**Question**

Indium phosphide has eight valence electrons in its two-atom cell, which fill four bands. The table lists the energies of these bands (level under 4, the lowest, to level under 1, the highest) and of the first two empty ones (level over 1 and 2) at seven wave vectors. Point a, b and c are fractions of the reciprocal cell vectors, level point numbers the rows, and the zero is the valence top.

ABINIT 10.8.3, plane-wave DFT with the LDA functional and HGH LDA pseudopotentials (3 valence electrons for In, 5 for P), for InP in its relaxed two-atom cell, without spin polarisation or spin–orbit coupling. The k mesh is 6×6×6, the wave cutoff 653.073 eV and the Fermi–Dirac smearing 0.05 eV; level energies are counted from the valence top.

```
point a (reciprocal cell vector)  point b (reciprocal cell vector)  point c (reciprocal cell vector)  level point (row)  level under 4 (eV)  level under 3 (eV)  level under 2 (eV)  level under 1 (eV)  level over 1 (eV)  level over 2 (eV)
                          0.0000                            0.0000                            0.0000                  1             -11.876               0.000               0.000               0.000              1.236              4.163
                          0.3333                            0.0000                            0.0000                  2             -10.788              -4.822              -0.823              -0.823              1.908              4.965
                          0.5000                            0.1667                            0.0000                  3             -10.055              -5.779              -2.325              -1.483              2.784              4.563
                         -0.1667                            0.1667                            0.0000                  4             -11.107              -3.541              -1.858              -0.464              3.113              4.598
                          0.3333                            0.3333                            0.0000                  5             -10.393              -4.643              -2.037              -2.037              1.972              2.961
                         -0.3333                            0.3333                            0.0000                  6              -9.647              -5.733              -3.697              -1.782              2.637              5.560
                         -0.3333                            0.5000                            0.1667                  7              -9.423              -5.916              -3.063              -3.009              3.292              3.846
```

(a) Why does the lowest valence level rise with distance from the zone centre, point 1? (b) Why does the first empty level not follow distance in the same way? (c) Why is the highest valence level at point 6 above that at point 5, which is nearer to the centre, and why do the two upper valence levels nearly meet at point 7?

**Model answer**

(a) The lowest band is mainly phosphorus 3s, held down by bonding with indium 5s. At the zone centre the four neighbours of an atom add in phase, so this bonding is strongest. At other wave vectors they cancel in part or wholly, bonding is lost and the level rises. With $k_x,k_y,k_z$ along the cubic axes in units of $2\pi/a$, where $a$ is the cubic cell edge, the squared sum of the four phases, scaled to 1 at the centre, is

$$S=\tfrac14\left(1+\cos\pi k_x\cos\pi k_y+\cos\pi k_y\cos\pi k_z+\cos\pi k_z\cos\pi k_x\right).$$

Point 5 is $(0,0,\tfrac23)$. Since $\cos 0=1$ and $\cos 120^\circ=-\tfrac12$, $S=(1+1-\tfrac12-\tfrac12)/4=\tfrac14$. Over the seven points $S$ falls from 1 at the centre to 0 at point 7, and the lowest level rises in exactly that order, by 2.45 eV in total.

(b) Three effects compete. At the centre the first empty level is the antibonding partner of the lowest one, so the loss of s–s coupling lowers it. Mixing with p orbitals, forbidden at the centre, sets in as well: filled p levels push it up from below, empty ones push it down from above. Near the centre the push from below wins, helped by the closeness of the valence top: it is only 1.24 eV away, the next empty level 2.93 eV. Farther out the valence levels recede and the lowering effects catch up.

In semiconductors of this structure they typically produce further valleys of the conduction band near L and X, the centres of the two kinds of zone face. Points 2 and 5 lie two thirds of the way to L and X, and their empty levels are low, at 1.91 and 1.97 eV. Point 4 is nearer to the centre but lies well off the lines to the nearest L and X, and its level stands at 3.11 eV. Distance from the centre is therefore the wrong measure for this band.

(c) The highest valence level at points 5 and 6 can be understood from p orbitals that symmetry keeps apart from s. Such an orbital overlaps mainly end-on with two neighbours and side-on with the other two. At the centre the side-on overlaps oppose the bonding. At both points their phase is turned by 120° against the end-on ones, which turns the opposition into partial support and lets the level sink. At point 5 both turns have the same sense, so the out-of-phase parts of the side-on overlaps add up and strengthen the bond further. At point 6 the turns have opposite senses and these parts cancel. The level therefore sinks less than at point 5, despite the greater distance.

Point 7 lies on the line from X to W, a zone corner. At X the upper pair is degenerate by symmetry. In a simple model with s and p orbitals and coupling between nearest neighbours only, it stays so along the whole line: each of the two levels is then a pure bond between phosphorus p and indium p orbitals, and both bonds are equally strong. What the model leaves out opens the pair by only 0.05 eV here. Spin–orbit coupling, left out of this calculation, could noticeably change so small a splitting: it parts the valence top of InP by roughly a tenth of an eV. In silicon, with two equal atoms in the same arrangement, every band would be paired along this line. In InP the two lowest levels are 3.51 eV apart at point 7, chiefly because the s level of phosphorus lies far below that of indium.

**Remarks on the reasoning**

The factor $S$ has no adjustable constant, so the order of the points tests it, and it gets the order right. The heights are not proportional to it, nor need they be, since a level does not in general shift in proportion to the square of a strong coupling: at point 4 it has lost 44% of its range, while the level has made only 31% of its climb. Plain distance gives the same order, so the order alone does not single out bonding as the cause.

The valleys in part (b) are not round, as the distances in the printed output show. Points 2 and 3 are equally far from L, but point 3, displaced mostly sideways from the line to the centre, lies 0.88 eV higher. Points 5 and 7 are equally far from X, and the sideways one is 1.32 eV higher.

On the full mesh, which includes L and X, both band edges lie at the centre, so the gap found there is direct. Its value should not be praised as a success of the method: LDA normally makes it too small, while the short computed lattice and the indium 4d shell frozen in the core widen it.

The open question is how much of the low energy at points 2 and 5 comes from lost s–s coupling and how much from the empty levels above. The orbital make-up of the band at these points would help to decide.

Numerical output:

```
Points and level differences:
      row  distance from centre (2 pi/a)  squared s-s factor  rise of lowest level (eV)  splitting of top two valence levels (eV)  vertical gap (eV)
      0.0                              0                   1                          0                                         0              1.236
   0.3333                         0.5773              0.4376                      1.088                                         0              2.731
      0.5                         0.8165              0.1875                      1.821                                     0.842              4.267
  -0.1667                         0.4715              0.5624                      0.769                                     1.394              3.577
   0.3333                         0.6666              0.2501                      1.483                                         0              4.009
  -0.3333                         0.9427             0.06255                      2.229                                     1.915              4.419
  -0.3333                          1.054                   0                      2.453                                     0.054              6.301
Rank correlation of distance with lowest valence level: 1
Rank correlation of s-s factor with lowest valence level: -1
Rank correlation of distance with first conduction level: 0.6071
First conduction level, point 4 above point 1 (eV): 1.877
First conduction level, point 4 above point 2 (eV): 1.205
Lowest off-axis conduction level above highest on-axis one (eV): 0.665
Distance of point 2 from L (2 pi/a): 0.2887
Distance of point 3 from L (2 pi/a): 0.2887
First conduction level, point 3 above point 2 (eV): 0.876
Distance of point 5 from X (2 pi/a): 0.3334
Distance of point 7 from X (2 pi/a): 0.3334
First conduction level, point 7 above point 5 (eV): 1.32
Highest valence level, point 6 above point 5 (eV): 0.255
Point 7, splitting of the two lowest valence levels (eV): 3.507
Point 7, splitting of the two conduction levels (eV): 0.554
```
